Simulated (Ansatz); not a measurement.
# Ligand exchange: KH + C2H7AlS → KSH + C2H7Al

Species: KH, singlet; C2H7AlS `C[CH2][AlH][SH]`, singlet; KSH `[SH][K]`, singlet; C2H7Al `C[CH2][AlH2]`, singlet. The partners trade H for SH: K–H and Al–SH bonds give way to K–SH and Al–H.

Shapes, held fixed at every level: PBE0-D4/def2-TZVP. Flexible molecules stand in one conformer, not always the lowest. Programs: Ansatz 0.2.0. The zero-point and thermal change to 298 K, harmonic and unscaled (PBE0-D4/def2-TZVP), is +3.2 kJ/mol.

| level | kind | ΔH(298 K) (kJ/mol) | less CCSD(T)/def2-TZVPP |
| --- | --- | --- | --- |
| HF/def2-SVP | Hartree–Fock | -64.5 | -13.3 |
| HF/def2-TZVPP | Hartree–Fock | -66.6 | -15.4 |
| PBE-D4/def2-TZVPP | GGA | -37.1 | +14.1 |
| wB97X-V/def2-TZVPP | range-separated hybrid | -52.1 | -0.9 |
| MP2/def2-TZVPP | perturbation theory | -56.6 | -5.4 |
| CCSD(T)/def2-SVP | coupled cluster or CI | -41.4 | +9.8 |
| CCSD/def2-SVP | coupled cluster or CI | -45.0 | +6.2 |
| CCSD(T)/def2-TZVPP | coupled cluster or CI | -51.2 | 0.0 |

The highest level, CCSD(T)/def2-TZVPP, gives ΔH(298 K) = -51.2 kJ/mol; the levels span -66.6 to -37.1. The column of differences is taken from that level and isn't an error. No measured value is set beside it here. Correlated rows may include outer-core shells of K, which these sets cover unevenly.

Exchange of hydride for hydrosulfide is exothermic at every level, so the preference for K–SH and Al–H over K–H and Al–SH doesn't depend on the treatment of correlation. The main reason is where the negative charge sits. Both potassium compounds are strongly ionic, and sulfur holds an anionic charge far better than hydrogen does, while the hydride gains a more covalent, though still polar, bond to Lewis-acidic aluminium. This gain on potassium outweighs the loss of the Al–S bond.

The size of the preference is less settled than its sign. Enlarging the basis takes CCSD(T) from -41.4 to -51.2 kJ/mol, whereas Hartree–Fock barely moves, so the sensitivity lies mainly in the correlation energy, which favours the reactants. The closeness of wB97X-V to the highest level is therefore no proof of its accuracy. Nor do these molecular enthalpies carry over to the bulk salts or to solution, where lattice energies, aggregation and solvation of the potassium species could shift the balance considerably.
